Q: I am used to cluster data in which closed shells stand out at 2, 8, 18 and 20 electrons. In these spherical jellium results, at spin-polarised LDA level, the second energy difference is also positive at 5, 13, 19 and 27, it is small at 18, and it is negative everywhere else. What decides where the peaks are?

Spherical jellium clusters of N electrons (background radius rs N^(1/3), rs = 3.58 bohr), from the radks radial solver with Libxc in spin-polarised LDA (PW92) with m-averaged shells. Filling is a greedy search that can miss a lower state; levels are numbered by radial order. Ions are vertical, and the second difference is E(N+1) + E(N−1) − 2E(N) for neutral clusters.

```
electrons  energy per electron (eV)  unpaired electrons  highest level  ionisation energy (eV)  second energy difference (eV)  electron affinity (eV)
        1                   -1.1196                   1          1s up                     n/a                            n/a                     n/a
        2                   -1.6410                   0          1s up                 5.73876                         1.3140                     n/a
        3                   -1.3767                   1          1p up                 4.00446                       -0.71941                     n/a
        4                   -1.4245                   2          1p up                 4.64577                       -0.53162                     n/a
        5                   -1.5595                   3          1p up                 5.01357                        0.31533                     n/a
        6                   -1.5969                   2        1p down                 4.54822                       -0.42992                     n/a
        7                   -1.6850                   1        1p down                 4.88932                       -0.31543                  1.7284
        8                   -1.7906                   0          1p up                 5.11462                         1.4537                     n/a
        9                   -1.7111                   1          1d up                 3.57896                       -0.30634                     n/a
       10                   -1.6782                   2          1d up                 3.87475                       -0.26623                     n/a
       11                   -1.6755                   3          1d up                 4.10786                       -0.23056                  1.3450
       12                   -1.6924                   4          1d up                 4.29598                       -0.19977                  1.5566
       13                   -1.7221                   5          1d up                 4.45040                        0.37063                     n/a
       14                   -1.7211                   4        1d down                 4.03465                       -0.20993                  1.4542
       15                   -1.7343                   3        1d down                 4.21754                       -0.18125                  1.6517
       16                   -1.7571                   2        1d down                 4.36856                       -0.15798                  1.8218
       17                   -1.7865                   1        1d down                 4.49528                       -0.13884                  1.9705
       18                   -1.8203                   0          1d up                 4.60308                        0.23591                  1.7894
       19                   -1.8382                   1          2s up                 4.33696                        0.20871                  1.6581
       20                   -1.8439                   0          2s up                 4.13301                        0.59132                     n/a
       21                   -1.8208                   1          1f up                 3.56562                       -0.14748                  1.2472
       22                   -1.8066                   2          1f up                 3.69539                       -0.13553                  1.3913
       23                   -1.7995                   3          1f up                 3.81083                       -0.12474                  1.5218
       24                   -1.7982                   4          1f up                 3.91421                       -0.11503                  1.6406
       25                   -1.8015                   5          1f up                 4.00726                       -0.10624                  1.7494
       26                   -1.8088                   6          1f up                 4.09145                       -0.09821                  1.8495
       27                   -1.8191                   7          1f up                 4.16787                        0.33017                  1.5304
       28                   -1.8169                   6        1f down                 3.81625                            n/a                  1.6487
```

A: The filling decides it, and two columns show this directly. Let N be the number of electrons, E(N) the total energy (N times the energy per electron) and M the number of unpaired electrons. The energy of adding one electron together with one unit of background is A(N) = E(N) − E(N−1), and the second energy difference is

D2(N) = E(N+1) + E(N−1) − 2E(N) = A(N+1) − A(N)

D2 is therefore positive when the next electron is bound less well than the last one. The highest-level column gives the order 1s, 1p, 1d, 2s, 1f, where the digit counts radial order, so that 2s has one radial node. The unpaired count climbs to 3, 5 and 7 at N = 5, 13 and 27 and then falls: each shell is filled first with parallel spins and then with opposite ones. Every positive D2 sits where the next electron must enter a new shell (N = 2, 8, 18, 20) or must turn its spin (N = 5, 13, 19, 27), and every other row is negative. At the four full closings M is zero and the two spin levels coincide, so the label "up" in those rows means nothing.

Q: Why should D2 be negative inside a shell? In an atom each further electron in a shell changes the energy by repulsion, and I would look for a positive sign.

A: D2 compares neutral clusters, and each step adds positive background along with the electron. The charging repulsion is cancelled, and what remains is that the sphere has grown. Its radius is R = rs·N^(1/3) with rs = 3.58 bohr. Inside a neutral sphere of fixed density the electrons see a roughly flat potential of depth V0, which I take as independent of N. That is an argument from the bulk limit and an assumption for clusters this small. A hard wall at R + d then gives levels, in hartree and bohr,

ε(N) = V0 + x² / (2(R + d)²)

where x is the zero of the spherical Bessel function for the shell (π for 1s, 2π for 2s, the first zero of the l = 3 function for 1f) and d lets the wave function spill past the background edge. In the spirit of Janak's theorem, A(N) is this level taken at the half-way size N − 1/2, plus terms that vary slowly with N. V0 cancels in D2. If both additions go into the same shell, with T the height of the level above the floor V0 (purely kinetic for a hard wall, partly potential energy in a real well with a soft edge),

D2(box) ≈ dT/dN = −2T·R / (3N(R + d))

The level sinks as the box widens, so each electron of a shell is bound better than the one before. T falls and N rises along a run, so the magnitude shrinks, as it does within each of the five negative runs of the table. The ionisation energy shows the same sinking from the other side, since it rises through every p, d and f spin subshell, for example from 3.58 eV at N = 9 to 4.45 eV at N = 13.

The surface energy of a droplet also makes E(N) concave, but far too weakly. A straight-line least-squares fit of the energy per electron against N^(−1/3) over all 28 rows has a slope of 0.95 eV, and the resulting N^(2/3) term gives D2 = −0.034 eV at N = 4 and −0.003 eV at N = 24, against −0.532 and −0.115 eV in the table.

Q: And the peaks at half filling?

A: They come from exchange. In a local spin-density functional a gas with polarisation ζ = M/N has a lower exchange energy than an unpolarised one, quadratically in ζ at small ζ. Spread over the whole cluster this gives

E(spin) = −I·M² / (4N)

with I an energy. Differentiating with respect to the up and down numbers shows that the down level of a shell lies I·M/N above the up level. While a shell has empty up places, filling them costs no kinetic energy and gains exchange, which is Hund's first rule. Once they are full the next electron must go into the down level, and D2 jumps by about I·M/N above the negative baseline.

The same term acts inside the runs. With M changing by +1 or −1 per electron, its second difference is

D2(spin) ≈ −(I / 2N)·(1 − ζ)² while up places fill
D2(spin) ≈ −(I / 2N)·(1 + ζ)² while down places fill

Both are negative, and the second is the larger. This accounts for a detail of the 1d shell: the run shrinks to −0.200 eV at N = 12 and restarts at −0.210 eV at N = 14, although the larger box alone would have made it smaller still. In the 1p shell the box term changes so fast with N that no such reversal shows in the raw column.

The size of I can be argued from the uniform gas. Exchange per electron goes as εx(0)·(1 + 2ζ²/9), which gives I = (8/9)·|εx(0)| = 3.1 eV at this density. Correlation opposes polarisation, and a rough recalled spin stiffness of 0.024 hartree lowers I to about 1.8 eV. Since this physics is built into the functional, it explains the order of size and tests nothing.

Q: Show me one row in full, and tell me how far the two terms get.

A: The two constants come from a least-squares fit of box plus spin to D2 on the 21 rows in which both additions go into the same p, d or f shell (N = 3–7, 9–17, 21–27). The result is d = 2.76 bohr and I = 1.40 eV. Take N = 24, which was part of the fit. The radii at N = 23.5 and 24.5 are 3.58 × 2.8643 = 10.254 and 3.58 × 2.9044 = 10.398 bohr, so R + d is 13.014 and 13.158 bohr. With x the first zero of the l = 3 spherical Bessel function and 27.211 eV per hartree, the change of the level is

D2(box) = 27.211 · (x²/2) · (1/13.158² − 1/13.014²) = −0.085 eV

The unpaired counts at N = 23, 24 and 25 are 3, 4 and 5, so

D2(spin) = −(1.40/4)·(9/23 + 25/25 − 2·16/24) = −0.35 × 0.058 = −0.020 eV

The sum is −0.105 eV against −0.115 eV in the table, too small in magnitude by 0.010 eV, or 9 % of the table value.

Over the fitted rows the rms error is 0.026 eV, far above the last digit of the D2 column, so the misfits belong to the model. The half-shell peaks show a drift: the model is 0.040 eV too high at N = 5, and 0.030 and 0.065 eV too low at N = 13 and 27, so one value of I does not serve all three shells. On the 18 negative rows the box alone, refitted, leaves 0.048 eV where both terms leave 0.020 eV, and its d moves to 2.16 bohr. That shift shows that d trades against I and would also absorb any drift of V0, so it should not be read as a spill-out length. The model assigns about a quarter of an open-shell D2 to spin on average, and this split is a property of the fit alone.

Q: Do the full closings follow, and why is 18 so weak?

A: The closings were kept out of the fit because they depend on the shape of the well. At a closing the box term becomes the gap to the next shell minus the usual sinking. At N = 8 the model gives 1.49 eV against 1.454 eV, and at N = 2 it gives 1.41 eV against 1.314 eV. It also reproduces the order of these two: the gap is larger at N = 2, but the 1s level of so small a sphere sinks fast and its neighbours gain far more spin energy than those of N = 8. I put less weight on N = 2, because the one-electron cluster is fully polarised and lies outside a quadratic expansion in ζ.

N = 18 is weak first of all because 2s lies close above 1d. The box gap there is 0.57 eV, against 1.75 eV at N = 8. The table is lower still, 0.236 eV where the model has 0.443 eV, and standard shell physics points in the direction of that error. In a harmonic well 1d and 2s are degenerate, in a hard-walled one they are split, and a self-consistent well with a soft edge lies between. The well shape need not be the whole of it: if the single 2s electron at N = 19 gains more spin energy than the uniform term allows, E(19) falls and lowers D2 at 18 and at 20 alike, and the model is too high at both. The result is that a full closing at 18 falls below the spin closings at 13 (0.371 eV) and 27 (0.330 eV).

Q: At N = 19 your model must have trouble, since one unpaired electron among nineteen is hardly a polarisation.

A: It fails there outright, with the wrong sign: −0.060 eV against +0.209 eV. The uniform splitting I·M/N is only 0.07 eV, less than the box sinking. The numbers do locate the fault. The sum D2(18) + D2(19) + D2(20) equals A(21) − A(18), the step from the last 1d electron to the first 1f electron, in which the two 2s additions cancel. The table gives 1.036 eV and the model 1.066 eV. The 1d–1f spacing is therefore about right, and the error lies in the placing of the 2s electrons. Measured from A(18), the first is bound 0.21 eV better than in the model, and the second, after the 0.268 eV error at N = 19, about 0.06 eV worse (0.268 − 0.207). A simple downward shift of 2s would have raised the peak at N = 20, yet the table has 0.591 eV there against 0.683 eV in the model.

The cause is my guess and has not been tested. The 2s orbital has much of its density at the centre, while the nodeless 1p, 1d and 1f shells lie further out. Two electrons in it pile charge where the added background, which goes on at the surface, compensates least, and a single one makes a local polarisation at the centre much larger than 1/19. Extra repulsion and a larger spin splitting would both raise D2 at N = 19, and these columns cannot separate them.

Q: Is that also why the ionisation energy has no peak at 20?

A: Yes. Removing an electron at fixed background costs minus the highest level plus a charging term that falls slowly with radius, so the step IE(N) − IE(N+1) should follow D2(N). It has the same sign as D2 in every row from N = 2 to 27, and for N above 8 the two differ by 0.028 eV rms. They are different quantities, since D2 changes the background and the ionisation energy does not, and the difference reaches 0.42 eV at N = 2, where the radius changes fastest. Three positive D2 in a row, at 18, 19 and 20, mean three successive falls: 4.603, 4.337, 4.133, 3.566 eV. The closing at 20 shows as the largest of these drops, the one after it, and a local maximum appears only at the first of a set of adjacent closings.

The energy per electron is a blunter indicator. It has a minimum at N only if A(N+1) rises above the running average. At N = 18, A(19) = 19 × (−1.8382) − 18 × (−1.8203) = −2.160 eV is still below −1.820 eV, so the average keeps falling until N = 20, the lowest value in the table. The local minima are at 2, 8, 13, 20 and 27, and the one at 13 is only 0.001 eV below its upper neighbour.

Q: I can measure ionisation energy minus electron affinity. How does that relate to D2?

A: IE − EA is the second difference in electron number at fixed background, and D2 is the second difference along the neutral line. If the ions lose and gain the electron in the same levels as the neutral neighbours do, both contain the same level jump, so

IE − EA − D2 = charging energy + size of the level sinking

should be smooth across a closing. At N = 25, 26 and 27, IE − EA is 2.258, 2.242 and 2.637 eV, and after subtracting D2 it is 2.364, 2.340 and 2.307 eV. The jump has gone. A least-squares fit of e²/(R + d′) to the 16 rows between N = 7 and 27 that have both an affinity and a D2 gives d′ = 1.09 bohr and an rms error of 1.0 % of the tabulated combination, with the worst row again N = 19 at 3.5 %. Among the peaks this check covers 18, 19 and 27 only. The smoothness agrees with the assumed ion fillings without proving them, and because the combination includes the sinking, d′ is no image-plane position. The scale is the useful part: from N = 11 upward the charging term of 2.3 to 3 eV is several times the shell structure riding on it.

Q: Should I look for stable clusters at 5, 13 and 27, then?

A: No. Those peaks and the smooth negative runs depend on the spherical constraint. A partly filled shell is treated here by spreading its electrons evenly over all m components, so rows such as N = 9–12 have fractional occupations in a sphere that cannot respond. It is well established that open-shell alkali clusters and deformable jellium change shape, which splits the shell by m. When that splitting exceeds the exchange gain the electrons pair in the lowest components, the spin drops to 0 or 1/2, and D2 alternates between odd and even N with subshell closings in new places. The full closings are spherical of their own accord and should survive, the weak one at 18 least surely, but their heights would shrink, because D2 at a closing uses the energies of neighbours that deformation can lower. Ionic structure and temperature are also outside a jellium calculation.

The greedy filling is a second limit, and it may matter just after N = 13. The step D2(13) − D2(12) puts the 1d down level about 0.57 eV above 1d up. The 2s–1d spacing is 0.67 eV in the box at that size, which the N = 18 row shows to be too large, while the step D2(18) − D2(17) is 0.37 eV. If 2s up were lowered by the polarisation as much as 1d up, it could compete with 1d down for the fourteenth electron, and if it overlaps little with the 1d spin density it lies higher by up to half the splitting. Which filling is lowest is untested. A lower state would change D2 from N = 13 onward through the down run, though the smoothness of rows 14–17 shows that they at least share one consistent state.

Q: What would a neighbouring series look like?

A: A spin-unpolarised calculation on the same spheres would lose the peaks at 5, 13 and 27 and should give one negative run through each p, d and f shell, set mainly by the sinking. The sign at N = 19 is open, since extra repulsion in 2s could keep it positive without any spin splitting. At lower density, larger rs, the box gaps and the sinking fall roughly as 1/rs² while exchange falls as 1/rs, so the half-shell peaks should gain on the full closings and a small gap such as 1d–2s becomes more exposed to high-spin reordering. At higher density the shell gaps dominate. Continuing this series past 28, the 1f down run should restart slightly more negative than the end of the up run, as 1d does, and shrink until the shell closes at 34. The next level in a spherical box is 2p, again an orbital with a radial node, where the two-term model deserves the same distrust as at 2s.
